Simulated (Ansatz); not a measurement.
## TiPd: pressure against volume scale

All results are calculated (Ansatz 0.2.0). Periodic Kohn-Sham DFT of a crystal at fixed atoms, scaled to volume_scale times the given cell; pressure positive in compression, energy less spherical unpolarised free atoms, largest_vzz the field gradient of largest size among the nuclei.

The cell before it is scaled or strained (space group Pm-3m, No. 221):
```
CELL_PARAMETERS angstrom
3.18000 0.00000 0.00000
0.00000 3.18000 0.00000
0.00000 0.00000 3.18000
ATOMIC_POSITIONS crystal
Ti 0.50000 0.50000 0.50000
Pd 0.00000 0.00000 0.00000
```

Settings of every row: method frozen-core PAW; functional PBEsol; relativity scalar; k mesh 13x13x13; filling fermi-dirac; smearing width 0.08 eV; wave cutoff 420 eV; paw set soft_2.

Atom start moment: 0 on all atoms.

Limits: PAW files made with PBE.

```csv
row,volume scale,V (Å³/atom),pressure (GPa)
1,0.94,15.114,3.085
2,0.96,15.436,-0.604
3,0.98,15.757,?
4,0.99,15.918,-5.4
5,1,16.079,-6.823
6,1.01,16.24,-8.165
7,1.02,16.4,-9.431
8,1.04,16.722,-11.749
9,1.06,17.043,-13.807
```

Question: what pressure should row 3 give?

Worked fit of pressure. Take u = (V_r/V)^(2/3) − 1 with V_r = 16.16 Å³ an atom, which is twice the finite (Eulerian) strain; such expansions in the strain, on which the Birch-Murnaghan equation of state is built, carry the rest volume and the bulk modulus. The shown rows have u = 0.04562, 0.03103, 0.01011, 0.00336, -0.00329, -0.00978, -0.02253, -0.03485. Least squares give pressure = −7.5095 + 202.362 × u + 636.27 × u² + 411 × u³ GPa; a parabola predicts inner rows, each left out in turn, worse (root mean square 0.0069 against 0.0033 GPa). The rows lie off it by 0.000, 0.001, -0.002, -0.001, 0.003, -0.003, 0.001, -0.001. The pressure vanishes at u = 0.0335, or V = 15.38 Å³ an atom, and there the bulk modulus at fixed shape and fractions is B = −V dP/dV = (2/3)(1 + u) dP/du = 170 GPa. The withheld row has u = 0.01698, so the fit gives −7.5095 + 202.362 × (0.01698) + 636.27 × (0.01698)² + 411 × (0.01698)³ = -3.888 GPa.

The calculation gave -3.893 GPa. The fit lies 0.005 GPa (0.03 % of the column's range) above it; its largest miss of a shown row is 0.003 GPa.
